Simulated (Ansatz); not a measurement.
AlH2ClF− (SMILES [F][AlH2-][Cl]): methods side by side

The species is AlH2ClF− (5 atoms), meant as a singlet with charge -1. SMILES: `[F][AlH2-][Cl]`. The shape comes from GFN2-xTB, which is rough for such elements, and wasn't checked as a minimum.

| atom | x (Å) | y (Å) | z (Å) |
| --- | --- | --- | --- |
| F | -1.1933 | 0.1142 | 1.2287 |
| Al | -0.0869 | 0.0623 | -0.0524 |
| Cl | 1.6539 | -0.9929 | 0.5113 |
| H | -0.7327 | -0.7218 | -1.2690 |
| H | 0.3590 | 1.5383 | -0.4186 |

Each level gives the energy change with the F1–Al2 bond stretched from 1.693 to 2.117 Å (eV). The values are calculated.

```
                       level                    kind  program  value (eV)  less FCI/STO-3G
   SVWN5/STO-3G (restricted)                     LDA   Ansatz        1.80            -0.09
  r2SCAN/STO-3G (restricted)                meta-GGA   Ansatz        1.76            -0.13
   wB97X/STO-3G (restricted)  range-separated hybrid   Ansatz        1.87            -0.02
     MP2/STO-3G (restricted)     perturbation theory   Ansatz        2.08            +0.19
 CCSD(T)/STO-3G (restricted)   coupled cluster or CI   Ansatz        1.90            +0.01
CCSDT(Q)/STO-3G (restricted)   coupled cluster or CI   Ansatz        1.89             0.00
  CCSDTQ/STO-3G (restricted)   coupled cluster or CI   Ansatz        1.89             0.00
                  FCI/STO-3G      exact in the basis   Ansatz        1.89             0.00
```

FCI/STO-3G is exact within its basis and frozen core, so for wave-function methods in that basis the difference is their error; functionals converge differently with the basis, so for them it is only a difference. Sets without diffuse functions describe the anion poorly. The first shape isn't each level's own minimum. The values span 1.76 to 2.08 eV. All rows use very small basis sets, so even the best lies far from the true value.

Stretching the Al–F bond costs 1.89 eV at the FCI level, and the coupled-cluster results are essentially converged to that value: CCSD(T) lies only 0.01 eV above it, and the higher levels match it to the printed precision. This suggests that one closed-shell configuration still dominates at the stretched geometry. The bonding makes that plausible, since fluorine's high electronegativity concentrates the bonding pair on F, and lengthening the bond leads naturally towards fluoride and neutral AlH2Cl, both closed-shell, rather than towards two radicals. The substantial cost fits a strong, polar bond in which electrostatic attraction reinforces σ donation from fluoride to the Lewis-acidic aluminium.

MP2 is the outlier among the wave-function methods, overshooting by 0.19 eV, probably because second order misses part of the orbital relaxation and pair coupling that grow as the bond lengthens. A single finite displacement fixes neither the harmonic force constant nor the fluoride dissociation energy, so the ordering of methods need not carry over to either.
